Dear Marta,

At fixed photon number, the counting statistics of your one-dimensional channel can be written down exactly. I build them up from six states.

**Conventions.** Take one polarisation, one longitudinal order and the lowest transverse state. The modes along the channel have energies $E_i = i\,h\nu$, $i=0,1,2,\dots$, counted from the ground mode. The photons do not interact, they are in equilibrium at temperature $T$, and their number $N$ is fixed. I write $\beta=1/k_BT$, $\tau = k_BT/h\nu$, $q=e^{-1/\tau}$, and $N_{\rm ex}=N-N_0$ for the photons outside the ground mode. At 300 K, $k_BT/h = 6.25$ THz.

**Two general statements.** Take the $N$-photon states with $n_i\ge k$ and remove $k$ photons from mode $i$. This maps them one to one onto all $(N-k)$-photon states and lowers each energy by $kE_i$. Hence

$$P(n_i\ge k)=e^{-k\beta E_i}\,\frac{Z_{N-k}}{Z_N}.$$

Now use $\langle n_i\rangle=\sum_{k=1}^N P(n_i\ge k)$ and $\sum_i\langle n_i\rangle=N$. With $z_k=Z_1(k\beta)=\sum_i e^{-k\beta E_i}$ and $Z_0=1$,

$$Z_N=\frac1N\sum_{k=1}^{N}z_k\,Z_{N-k}.$$

The recursion is the sum rule for the photon number.

**Two photons in three modes.** Keep $i=0,1,2$. The six states are the unordered pairs (00), (01), (02), (11), (12), (22), with energies $0,1,2,2,3,4$ in units of $h\nu$. Counting gives

$$Z_2=1+q+2q^2+q^3+q^4=(1+q+q^2)(1+q^2).$$

The recursion has $z_1=1+q+q^2$ and $z_2=1+q^2+q^4$. Since $z_1^2=1+2q+3q^2+2q^3+q^4$, the combination $\tfrac12(z_1^2+z_2)$ is the same polynomial.

Set $q=1/2$, which means $\tau=1/\ln2=1.443$, or $\nu=4.33$ THz at 300 K. Then $z_1=7/4$, $z_2=21/16$, $Z_2=35/16$, and the occupation formula gives:

| mode $i$ | $P(n_i\ge1)=q^iz_1/Z_2$ | $P(n_i\ge2)=q^{2i}/Z_2$ | $\langle n_i\rangle$ |
|---|---|---|---|
| 0 | 4/5 | 16/35 | 44/35 |
| 1 | 2/5 | 4/35 | 18/35 |
| 2 | 1/5 | 1/35 | 8/35 |

The last column adds to 2. The first row can be read off the list: (00), (01), (02) carry the weight $1+q+q^2$, and (00) alone carries 1. It fixes the law of $N_{\rm ex}$, with probabilities $16/35$, $12/35$, $7/35$ for 0, 1, 2 excited photons.

**The full ladder.** The same $Z_2$ equals $(1-q^3)(1-q^4)/[(1-q)(1-q^2)]$. The numerator is the trace of the cutoff. Without a cutoff $z_k=1/(1-q^k)$, and

$$Z_2=\frac12\left[\frac{1}{(1-q)^2}+\frac{1}{1-q^2}\right]=\frac{1}{(1-q)(1-q^2)},$$

which is $8/3$ at $q=1/2$. For any $N$, order the mode indices of the photons as $i_1\ge i_2\ge\dots\ge i_N\ge i_{N+1}\equiv0$. The gaps $g_j=i_j-i_{j+1}$ are unconstrained non-negative integers, and $E/h\nu=\sum_j j\,g_j$. Each gap gives a geometric series:

$$Z_N=\prod_{j=1}^N\frac{1}{1-q^j}.$$

Counting energies from the trap bottom multiplies this by $q^{N/2}$ and changes no probability. Because $N_{\rm ex}\le m$ means $n_0\ge N-m$,

$$P(N_{\rm ex}\le m)=\frac{Z_m}{Z_N}=\prod_{j=m+1}^{N}(1-q^j).$$

In words, $N_{\rm ex}$ is the largest $j$ whose gap is open, and the gaps open independently with probability $q^j$. This is an extreme-value problem. Define $\Phi(m)=\prod_{j>m}(1-q^j)$, the law for $N\to\infty$. The finite-$N$ law is $\Phi(m)/\Phi(N)$, the same distribution cut at $N$. The gas is condensed when the discarded weight, $1-\Phi(N)\approx\tau e^{-N/\tau}$ for $\tau\gg1$, is small.

**The Gumbel limit.** Expanding the logarithms and summing over $j$,

$$\ln\Phi(m)=-\sum_{k\ge1}\frac{q^{k(m+1)}}{k\,(1-q^k)}.$$

Put $m+\tfrac12=\tau\ln\tau+\tau x$. For $\tau\gg1$ the $k=1$ term tends to $e^{-x}$, and the $k=2$ term is $e^{-2x}/4\tau$ at leading order. So $\Phi\to\exp(-e^{-x})$, the Gumbel law, for which $x$ has mean $\gamma=0.5772$ and variance $\pi^2/6$. At leading order $\langle N_{\rm ex}\rangle=\tau(\ln\tau+\gamma)$ and ${\rm Var}\,N_{\rm ex}=\pi^2\tau^2/6$.

The corrections follow from the exact moments. For $N\to\infty$ the ground mode takes up whatever the others leave, so the modes $j\ge1$ are independent with weights $q^{jn_j}$:

$$\langle N_{\rm ex}\rangle=\sum_{j\ge1}\frac{q^j}{1-q^j}=\sum_{j,k\ge1}q^{jk},\qquad {\rm Var}\,N_{\rm ex}=\sum_{j\ge1}\frac{q^j}{(1-q^j)^2}=\sum_{j,k\ge1}k\,q^{jk}.$$

The Mellin transforms in $1/\tau$ are $\Gamma(s)\zeta(s)^2$ and $\Gamma(s)\zeta(s)\zeta(s-1)$. The poles of the first at $s=1,0,-1$ and of the second at $s=2,1,0$ give

$$\langle N_{\rm ex}\rangle=\tau(\ln\tau+\gamma)+\frac14-\frac{1}{144\,\tau}+\dots,\qquad {\rm Var}\,N_{\rm ex}=\frac{\pi^2\tau^2}{6}-\frac{\tau}{2}+\frac1{24}.$$

The variance has no further powers of $1/\tau$, since $\zeta(s)\zeta(s-1)$ vanishes at every negative integer; its remainder is exponentially small in $\tau$. The $1/4$ in the mean is the $k=2$ term above, because $\tau\int e^{-e^{-x}}\,(e^{-2x}/4\tau)\,dx=1/4$.

**The small model against the general law.** All rows have $q=1/2$.

| case | $\langle N_{\rm ex}\rangle$ | ${\rm Var}\,N_{\rm ex}$ |
|---|---|---|
| $N=2$, three modes | $26/35=0.743$ | $724/1225=0.591$ |
| $N=2$, full ladder | $7/8=0.875$ | $39/64=0.609$ |
| $N\to\infty$, exact sums | 1.607 | 2.744 |
| expansions above | 1.607 | 2.744 |
| Gumbel, leading order | 1.362 | 3.424 |

The recursion and the occupation formula hold exactly in the first three rows. The Gumbel law does not. Two photons are too few, and even for $N\to\infty$ its mean is 15 per cent low and its variance 25 per cent high at this $\tau$.

**A shallower channel.** As illustrative inputs take $\tau=25$, which is $\nu=0.250$ THz at 300 K, and $N=500$. The discarded weight is $5\times10^{-8}$ and lowers the variance by about 0.01. The exact sums give $\langle N_{\rm ex}\rangle=95.15$ and ${\rm Var}=1015.6$, a standard deviation of 31.87. The Gumbel values are 94.90, 1028.1 and 32.06. The variance error is 1.2 per cent, as $3/\pi^2\tau$ predicts. For the distribution itself, $\Phi(95)=0.576$, while $\exp(-\tau e^{-m/\tau})$ gives 0.572 at $m=95$. Be careful nearer threshold. At $N=300$ the discarded weight is only $1.5\times10^{-4}$, but it sits far out in the tail and lowers the variance by about 8, comparable to the term $\tau/2=12.5$.

At $N=500$ the condensate holds $\langle N_0\rangle=404.85$ photons and inherits the variance of $N_{\rm ex}$, with its long tail towards low $N_0$. The model's correlation function for the ground mode is

$$g^{(2)}(0)=1+\frac{{\rm Var}\,N_0-\langle N_0\rangle}{\langle N_0\rangle^2}=1.004.$$

**What your cavity changes.** Geometry matters first. A channel only $3k_BT$ deep loses about $\tau e^{-3}=1.2$ thermal photons, and a transverse band $3k_BT$ (19 THz) above the lowest adds about as many. Either exceeds the $1/4$, so that term is not worth fitting until the mode spectrum is known.

The dye matters more. What is conserved, for times short against the losses, is $N$ plus the number $M_e$ of excited molecules. If the condensate never empties, $N_0$ absorbs the balance, $N_{\rm ex}$ and $M_e$ are independent, and ${\rm Var}\,N_0={\rm Var}\,N_{\rm ex}+{\rm Var}\,M_e$. The canonical law for $N_0$ therefore needs ${\rm Var}\,M_e\ll\tau^2$. With a very large reservoir the ensemble is grand canonical: $N_0$ is geometric, its standard deviation is $\sqrt{\langle N_0\rangle(\langle N_0\rangle+1)}=405$, and $g^{(2)}(0)=2$. As typical knowledge, dye-cavity condensates lie between these limits, and small ones come near 2. The model's 1.004 can thus be low by up to a factor of two for a real device.

The thermal cloud is the robust observable. With a small reservoir its law is unchanged. With an infinite one the modes $j\ge1$ stay independent at fugacity $\langle N_0\rangle/(\langle N_0\rangle+1)$, which in this model lowers the mean by 2.4 photons against a width of 32. I would therefore block the ground mode and histogram the rest. The gate must be shorter than the time in which the occupations relax, or the skewed tail averages away. With detection probability $\eta$ per photon, the variance of the counts is $\eta^2\,{\rm Var}\,N_{\rm ex}+\eta(1-\eta)\langle N_{\rm ex}\rangle$.

With best wishes,
Jonas